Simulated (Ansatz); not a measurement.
A series in volume scale on ZnCu

Free energy against uniform scaling of the volume at fixed shape and fractions; periodic cell, basis, potentials, k mesh and filling as listed. The results are calculated, by Ansatz 0.2.0.

The cell before it is scaled or strained (space group Pm-3m, No. 221):
```
CELL_PARAMETERS angstrom
2.94500 0.00000 0.00000
0.00000 2.94500 0.00000
0.00000 0.00000 2.94500
ATOMIC_POSITIONS crystal
Zn 0.50000 0.50000 0.50000
Cu 0.00000 0.00000 0.00000
```

Settings of every row: functional PBEsol; dispersion none; potentials PAW; wave cutoff 500 eV; density cutoff 2000 eV; k mesh 10x10x10; k shift 0x0x0; occupations cold; smearing width 0.1 eV; spin none; SCF threshold exponent -10.

Limits: coarse k mesh, up to 40 meV an atom off.

| row | volume scale | V (Å³/atom) | energy above lowest point (meV/atom) |
| --- | --- | --- | --- |
| 1 | 0.92 | 11.749 | 11 |
| 2 | 0.9467 | 12.09 | ? |
| 3 | 0.9733 | 12.43 | 0 |
| 4 | 1 | 12.771 | 6.6 |
| 5 | 1.0267 | 13.112 | 19.6 |
| 6 | 1.0533 | 13.452 | 38.1 |
| 7 | 1.08 | 13.793 | 61.2 |

Question: what energy above lowest point should row 2 give?

Worked fit of energy above lowest point. Take u = (V_r/V)^(2/3) − 1 with V_r = 12.942 Å³ an atom, which is twice the finite (Eulerian) strain; such expansions in the strain, on which the Birch-Murnaghan equation of state is built, carry the rest volume and the bulk modulus. The shown rows have u = 0.0666, 0.02728, 0.00891, -0.00866, -0.02544, -0.04157. Least squares give energy above lowest point = 12.39 − 745.2 × u + 10537 × u² + 5105 × u³ meV/atom; a parabola predicts inner rows, each left out in turn, worse (root mean square 0.24 against 0.034 meV/atom). All shown rows lie on it to the printed digit. Its lowest point lies at u = 0.0345, or V = 12.3 Å³ an atom, and the curvature there gives the bulk modulus at fixed shape and fractions, B = (4/9)(1 + u)² E″(u)/V = 137 GPa. The withheld row has u = 0.04645, so the fit gives 12.39 − 745.2 × (0.04645) + 10537 × (0.04645)² + 5105 × (0.04645)³ = 1.0 meV/atom.

The calculation gave 1 meV/atom. The fit meets it to the printed digit.
